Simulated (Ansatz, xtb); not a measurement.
**Two isomers of H3OSn+**

We compare X, `[OH2+][SnH]`, a singlet, with Y, `[OH][SnH2+]`, a singlet. Both are isolated ions in the gas phase, relaxed with r2SCAN-D4/def2-SVP; the shapes shown needn't be the lowest conformers.

X (Å):

```xyz
5

O    -0.6948    0.8968   -0.3936
Sn   -0.2110   -1.2764   -0.7891
H    -1.0247    1.2572    0.4480
H    -0.7193   -1.4724    0.8949
H    -0.6132    1.6336   -1.0237
```

Y (Å):

```xyz
5

O    -0.5236    0.7295    0.9747
Sn    0.5660   -0.3624   -0.1779
H    -0.4132   -0.9269   -1.4267
H     2.1998   -0.5587    0.2236
H    -0.1235    1.1457    1.7593
```

Quicker runs give these differences E(Y) − E(X): GFN2-xTB +53.4 kcal/mol; HF/STO-3G +2.8 kcal/mol (at GFN2-xTB geometries); r2SCAN-D4/def2-SVP//GFN2-xTB +35.3 kcal/mol.

Problem. Estimate E(Y) − E(X) at the level CCSD(T)/def2-TZVPP.

Solution. Calculated at CCSD(T)/def2-TZVPP: E(Y) − E(X) = +31.2 kcal/mol, so structure X lies lower.

The same difference at several levels:

```
                       level            geometry  E(Y) − E(X) (kcal/mol)  departure from the last row (kcal/mol)  job, with rough time for the two
                    GFN2-xTB            GFN2-xTB                     +53.4                                   +22.2              optimisation, 0.47 s
                   HF/STO-3G            GFN2-xTB                      +2.8                                   −28.4               single point, 2.5 s
r2SCAN-D4/def2-SVP//GFN2-xTB            GFN2-xTB                     +35.3                                    +4.1               single point, 4.6 s
          r2SCAN-D4/def2-SVP  r2SCAN-D4/def2-SVP                     +35.0                                    +3.8                optimisation, 39 s
               HF/def2-TZVPP  r2SCAN-D4/def2-SVP                     +35.4                                    +4.2           part of the CCSD(T) run
              MP2/def2-TZVPP  r2SCAN-D4/def2-SVP                     +32.6                                    +1.4           part of the CCSD(T) run
          CCSD(T)/def2-TZVPP  r2SCAN-D4/def2-SVP                     +31.2                                                        single point, 65 s
```

As drawn, Y has 1 Sn–H in place of 1 O–H.

None of the levels shown reverses the order. The largest departure from CCSD(T)/def2-TZVPP is that of HF/STO-3G, 28.4 kcal/mol.

With harmonic frequencies from r2SCAN-D4/def2-SVP (ideal gas, rigid rotor, one conformer each, 298.15 K, 1 atm): the zero-point term adds −2.5 kcal/mol; ΔH is +28.4 and ΔG +29.0 kcal/mol.

The correlated steps freeze 5 core orbitals; the filled d shell of Sn is correlated, in a basis made for valence electrons. Atoms past krypton carry core potentials in the def2 sets, other sets are all-electron and non-relativistic, and no spin–orbit term is included. Run with Ansatz 0.2.0, xtb 6.7.1; the last row on 1 thread of Intel(R) Xeon(R) Processor @ 2.50GHz (Skylake/Cascade Lake) on a shared host.

The aqua complex X is clearly favoured over the hydroxystannylium ion Y among these two singlets, and thermal terms narrow the gap without closing it. X is best read as SnH+ carrying a datively bound water, with tin(II) keeping a largely 5s lone pair. Moving a proton from oxygen to tin turns that pair into a Sn–H bond and gives formal tin(IV). The stronger Sn–O bond in Y, helped by the hydroxide's charge and some π donation, evidently doesn't repay the loss of a strong O–H bond and the use of the 5s pair. This is the inert-pair preference of heavy group 14 elements; carbon behaves the opposite way, with protonated formaldehyde favoured over its water-bound carbene-like isomer.

The negative zero-point term fits the exchange of a stiff O–H stretch for a softer Sn–H one. Hartree–Fock in the larger basis already gives +35.4 kcal/mol, so the near-degeneracy at HF/STO-3G probably reflects its minimal basis rather than missing correlation. The energy gap alone doesn't show whether Y would survive kinetically, since no proton-transfer barrier was computed.
